**Question**

I have an energy–volume scan of diamond-structure germanium in PBE, all-electron. As an exercise the two largest volumes are blanked out. Can the five compressed points tell me what the last two energies are, and how far should I trust such an extrapolation? I would like to commit to numbers before looking.

FLEUR MaX-R8.1 (later development tree), all-electron FLAPW calculations with PBE, without dispersion correction, spin polarisation or spin–orbit coupling, for diamond-structure Ge in a uniformly scaled 2-atom cell. The k mesh is 8×8×8, kmax 4.71 bohr⁻¹ and the Fermi–Dirac smearing 0.05 eV; energies are counted from the minimum of the curve fitted to all seven volumes.

```csv
volume (Å³/atom),energy (meV/atom)
21.28,65.71
21.73,43.23
22.19,26.12
22.64,13.69
23.09,5.44
23.54,?
24.00,?
```

**Answer**

The volume $V$ is per atom, and the energy $E$ is per atom, counted from the minimum of a curve fitted to the whole scan. Every row is the same diamond cell scaled uniformly, so all four bonds of each atom change length together and the angles stay tetrahedral. The slope of $E(V)$ gives the pressure, $P=-dE/dV$, and the curvature gives the bulk modulus, $B=V\,d^2E/dV^2$. A forecast is then a statement about where the pressure reaches zero.

The simplest picture is the bond of a diatomic molecule, a spring that stiffens when squeezed and softens when stretched. Theory gives the crystal the same asymmetry. On compression the valence electrons are confined and must stay orthogonal to the cores, so their kinetic energy climbs steeply, while on expansion the bonding overlap fades more gently. The analogy covers the shape of the well near its bottom and no more: a crystal has bands, PBE is known to leave germanium with a nearly or fully closed gap, and a change in which states are occupied has no counterpart in a single spring.

The known rows show this shape directly. The energy falls at every step, and the steps shrink from 22.48 to 8.25 meV, so the pressure is positive and dropping. The changes between steps, the second differences, are positive and also shrink, from 5.37 to 4.18 meV. The well is therefore convex, and it softens as the crystal expands.

A first estimate needs only the row at 22.64 Å³ and its two neighbours. The printed volumes are consistent with a spacing of 2 % of that cell, $h=0.4528$ Å³, which the run's unrounded volumes confirm, and the analysis uses this grid, because rounding a volume in its last digit is worth 0.25 meV on the steepest step. With 1 meV/Å³ = 0.1602 GPa,

$$P=\frac{12.43+8.25}{2\times0.4528}\times0.1602=3.66\ \text{GPa},\qquad B=22.64\times\frac{4.18}{0.4528^2}\times0.1602\approx74\ \text{GPa}.$$

At constant stiffness the pressure would vanish after an expansion of $P/B=3.66/74\approx5\,\%$, near 23.8 Å³. Because the crystal softens on the way, it has to expand somewhat further. Both blanked rows are thus close to the bottom, and the larger volume should be the closer one.

Continuing the difference table brackets the energies. The third differences are $-0.69$ and $-0.50$ meV, and their size should keep shrinking as the curve flattens. One limit freezes the third difference at its last value; the other lets it keep rising by 0.19 meV per step:

$$\text{frozen: } 4.18\to3.68\to3.18,\qquad 5.44-(8.25-3.68)=0.87,\qquad 0.87-(4.57-3.18)=-0.52$$

$$\text{rising: } 4.18\to3.87\to3.75,\qquad 5.44-(8.25-3.87)=1.06,\qquad 1.06-(4.38-3.75)=0.43$$

The two limits differ by 0.2 meV one step out and by almost 1 meV two steps out. Any uncertainty in how fast the crystal softens is summed three times on the way to an energy, which is why the second blanked row is so much harder than the first.

The Birch–Murnaghan form builds the softening into its variable. It measures compression by the strain $f=\tfrac12[(V_0/V)^{2/3}-1]$, which vanishes at the equilibrium volume $V_0$, and expands the energy as $E=E_0+af^2+bf^3$. Matching the second and third derivatives at $V_0$ to the modulus $B_0$ and to its pressure slope $B'=dB/dP$ gives

$$E=E_0+\tfrac92V_0B_0f^2\left[1+(B'-4)f\right].$$

The main forecast sets $E_0=0$, as the definition of the energy column demands, and fits the other three constants to the five known rows. That zero was fixed by a fit that included the blanked rows, so this forecast is not fully blind. The result is $V_0=23.912$ Å³, $B_0=58.1$ GPa and $B'=4.74\pm0.22$. A second form, cubic in $\ln(V_0/V)$ with the same zero, and a fully blind Birch–Murnaghan fit with $E_0$ free were fitted to the same rows; the printed analysis below the text has their constants and residuals.

For the row at 23.54 Å³, which was not part of the fit, the grid volume is $1.04\times22.6386=23.544$ Å³, and

$$f=\tfrac12\left[(23.912/23.544)^{2/3}-1\right]=0.00520,\qquad \tfrac92V_0B_0=4.5\times23.912\times\frac{58.1}{0.1602}=3.90\times10^4\ \text{meV},$$

$$E=3.90\times10^4\times(0.00520)^2\times(1+0.74\times0.00520)=1.06\ \text{meV}.$$

The error bar joins three terms in quadrature: twice the misfit of the known rows carried through the fit, the effect of shifting the zero by twice that misfit, and the difference between the two pinned forms. As a back-test, the same form fitted to the first four rows overshoots the fifth by 0.08 meV, the size of the bars that result.

The forecasts are these. The fall continues with smaller steps, the row at 24.00 is the lowest of the table, and the minimum lies nearer 24.00 than 23.54.

- 23.54 Å³: about 1 meV, range 0.8 to 1.2; model value $1.06\pm0.09$ meV.
- 24.00 Å³: near zero, range $-0.1$ to 0.3; model value $0.05\pm0.11$ meV.
- The blind fit probably runs too low, since its $E_0=-0.53$ meV contradicts the zero of the column; it gives $0.84\pm0.12$ and $-0.52\pm0.32$ meV.

The withheld rows as computed:

```csv
volume (Å³/atom),energy (meV/atom)
23.54,0.99
24.00,0.09
```

Both computed energies fall inside the stated ranges and inside the bars of the main forecast. At 23.54 the computed 0.99 meV lies 0.07 below the model value, an overshoot of the same sign as in the back-test. At 24.00 the computed 0.09 meV lies 0.04 above it. The second hit is the cheaper one, since a curve pinned at zero has to be nearly zero wherever it places its minimum, and the pinning came from the full scan.

The blind fit missed both rows, on the low side as forecast. It was 0.15 meV under the computed value at 23.54 and 0.61 meV under it at 24.00, or 1.2 and 1.9 times its own bars, which were already doubled standard errors. The low side was known from the zero of the column, not from the five rows. With four constants on five points it followed the known rows more closely than the pinned fit did. It achieved this by lowering $E_0$, moving $V_0$ outwards and raising $B'$ together, so these constants trade against one another, and its $B'$ of 5.72 reflects the compressed rows rather than the minimum.

One reason why the blind fit's bars were too narrow is that five points and four constants leave a single degree of freedom, so the scatter behind them was barely known; a 95 % interval then spans nearly thirteen standard errors rather than two, which alone would cover both misses. The full scan suggests another. A refit to all seven rows leaves a scatter of 0.047 meV (0.031 meV as the run's plain rms), six to nine times the 0.005 meV rounding of the energies, and the residuals do not look random. They form a nearly symmetric W, high at both ends and in the middle and low by 0.046 meV at the second and sixth rows, which is the pattern that a cubic leaves when the data hold a fourth-order term. The row at 23.54 sits in one dip of that W, which accounts for about two thirds of the main miss there. A bar computed as if the misfit were noise understates such a smooth error, and the understatement grows with the distance extrapolated.

The differences tell the same story without any fit. The third differences continue as $-0.38$ and $-0.25$ meV, between the frozen and the rising limit. The softening slows towards the minimum, whereas the blind fit carried on the fast softening of the compressed rows and ended at the frozen limit.

The position of the minimum came out as forecast, but it still rests on a fit. The calculation's own fit puts it at 23.907 Å³, which is only 0.09 Å³ below the last volume. The run converged without a warning, but its record holds no computed pressures against which the fit could be checked. That fit and pressures can disagree, or a minimum lie at the end of the range, is a general caution from the data makers' tests on other systems, not a finding about this run. No row shows the energy rising again; the last two energies put the bottom beyond about 23.77 Å³, their midpoint, and a parabola through the last three rows puts it near 23.89 Å³. The slope $B'$ suffers most, with $4.52\pm0.25$ even from all seven rows, but the modulus is touched too: the last second difference gives a local $B$ of 65 GPa at 23.54 Å³, where $P$ is only 0.95 GPa, and with the local $B'$ of about 2.5 found below this points to about 63 GPa at the minimum, several GPa above the fitted value.

The softening that controls the extrapolation also sets what the modulus means. The same calculation reports $B_0=58.9$ GPa at a bond 1.8 % longer than in the 22.64 Å³ cell, where the local modulus is 1.26 times as large. That cell is close to the volume of real germanium, whose modulus is roughly 75 GPa as a recalled figure, so much of the softness of PBE goes with its longer bond. PBE's tendency to overestimate the volumes of heavier semiconductors is standard, though the comparison here is of a static lattice without spin-orbit coupling, on a working mesh. Along this one curve $B$ varies as bond length to the power $-15.4$ over three compressed rows, equivalent to a local $B'$ near 5 since $V$ goes as the cube of the bond; it is a rule for squeezing this crystal and not for comparing materials.

What the seven rows leave open is the origin of the fourth-order term. It may be real curvature of the PBE energy that a third-order form omits. It may instead come from the settings, for instance smeared occupations on this mesh shifting with volume if the gap is nearly closed. The differences speak against a smooth curve of the usual kind: the local $B'$ that they imply falls from about 5.7 at the compressed end to about 2.5 at the expanded end, whereas in an ordinary solid it rises gently on expansion. That makes the settings, or a change of occupation as the gap closes, the more suspect, but nothing here tests either. The size would fit: one point of this mesh carries 1/512 of the weight, so a change of occupation there is expected to be worth about 0.05 eV/512 ≈ 0.1 meV per cell, the order of the W. Two or three volumes beyond 24.00 Å³, repeated on a denser mesh with narrower smearing, would show whether the W survives.

Printed output of the fit:

```
Printed volumes allow 2% steps of 22.6378 to 22.6394 A^3; step 0.4528 A^3
Rounding: energy 0.005 meV; volume 0.005 A^3 on steepest step = 0.25 meV
Energy steps (meV): [-22.48 -17.11 -12.43  -8.25]  second differences: [5.37 4.68 4.18]
Third differences: [-0.69 -0.5 ]  fourth: [0.19]
Finite differences, known rows: V, bond (A), P (GPa), local B (GPa)
  21.73  2.417  7.00  91.2
  22.19  2.433  5.23  81.1
  22.64  2.450  3.66  74.0
Slope d ln B / d ln bond over these rows: -15.4
BM, E0=0 (main): V0 23.912+-0.006 A^3, B0 58.1+-0.8 GPa, B' 4.74+-0.22
   residuals (meV): [ 0.01  -0.031  0.019  0.023 -0.026] scatter 0.036, worst at V=21.73
log strain, E0=0: V0 23.915+-0.008 A^3, B0 57.6+-1.0 GPa, B' 5.15+-0.32
   residuals (meV): [ 0.012 -0.035  0.02   0.026 -0.028] scatter 0.040, worst at V=21.73
BM, E0 free: V0 23.979+-0.020 A^3, B0 53.5+-1.4 GPa, B' 5.72+-0.31, E0 -0.53+-0.16 meV
   residuals (meV): [ 0.001 -0.006  0.01  -0.007  0.002] scatter 0.014, worst at V=22.19
Back-test main form, V=23.09 from the rows below: 5.52 vs 5.44, miss -0.08 meV
Forecasts (meV/atom), then computed values
V=23.54: main 1.06 +- 0.09 (scatter 0.09, zero shift 0.03, form 0.01)
   log strain 1.07; E0 free 0.84 +- 0.12
   computed 0.99; miss main -0.07 (0.7 bars), log -0.08, E0 free +0.15 (1.2 bars)
V=24.00: main 0.05 +- 0.11 (scatter 0.07, zero shift 0.09, form 0.00)
   log strain 0.05; E0 free -0.52 +- 0.32
   computed 0.09; miss main +0.04 (0.3 bars), log +0.04, E0 free +0.61 (1.9 bars)
All rows: steps [-22.48 -17.11 -12.43  -8.25  -4.45  -0.9 ]
All rows: second differences [5.37 4.68 4.18 3.8  3.55] third [-0.69 -0.5  -0.38 -0.25]
Reported fit: V0 23.907, B0 58.9, B' 4.54; main minus reported: +0.005 A^3, -0.8 GPa, +0.20
BM refit, all rows: V0 23.905, B0 58.9, B' 4.52+-0.25, E0 0.004 meV, scatter 0.047
   residuals (meV): [ 0.018 -0.046  0.013  0.037  0.003 -0.046  0.022]
Reported minimum: bond 2.495 A vs 2.450 A in given cell (+1.8%), 0.09 A^3 below last volume
Local B at given cell over reported B0: 1.26
```
